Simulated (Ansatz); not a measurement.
## Ligand exchange: C5H11Br + GaH3 → C5H12 + GaH2Br

Gas-phase species: C5H11Br (1-bromopentane) `CCCCCBr`, singlet; GaH3 `[GaH3]`, singlet; C5H12 (pentane) `CCCCC`, singlet; GaH2Br `[GaH2][Br]`, singlet. The partners trade Br for H: C–Br and Ga–H bonds give way to C–H and Ga–Br.

Shapes, held fixed at every level: PBE0-D4/def2-TZVP. Flexible molecules stand in one conformer, not always the lowest. Programs: Ansatz 0.2.0. Electronic energies: no zero-point or thermal term.

```tsv
level	kind	ΔE (kJ/mol)	less CCSD(T)/def2-TZVPP
r2SCAN-D4/def2-TZVPP	meta-GGA	-191.5	-5.2
PBE0-D4/def2-TZVPP	global hybrid	-189.4	-3.1
wB97M-V/def2-TZVPP	range-separated hybrid	-187.2	-0.9
MP2/def2-SVP	perturbation theory	-199.2	-12.9
MP2/def2-TZVPP	perturbation theory	-188.6	-2.3
CCSD/def2-TZVPP	coupled cluster or CI	-189.0	-2.7
CCSD(T)/def2-TZVPP	coupled cluster or CI	-186.3	0.0
```

The highest level, CCSD(T)/def2-TZVPP, gives ΔE = -186.3 kJ/mol; the levels span -199.2 to -186.3. The column of differences is taken from that level and isn't an error. No measured value is set beside it here. Relativity is left out for Br, Ga. Outer-core shells of Br, Ga are correlated, in sets that cover them unevenly.

Transfer of bromine from carbon to gallium is strongly exothermic at every level, with CCSD(T) giving -186.3 kJ/mol. The driving force lies in the pairing of the bonds: a fairly weak C–Br bond and a hydridic Ga–H bond are replaced by a strong C–H bond and a strongly polar Ga–Br bond. The large electronegativity difference between gallium and bromine favours the latter, and donation from a bromine lone pair into the formally empty 4p orbital on gallium probably adds a little.

Because the exchange conserves the number of single bonds and all species are closed-shell, much of the correlation error cancels, which explains why the density functionals, MP2 and CCSD lie close together in the triple-zeta basis. The outlier is MP2/def2-SVP, and its recovery in the larger basis points to basis incompleteness rather than a failure of second-order perturbation theory. The result describes monomeric gallanes, so it doesn't give the energy of exchange between the hydrogen- or bromine-bridged aggregates that such compounds readily form.
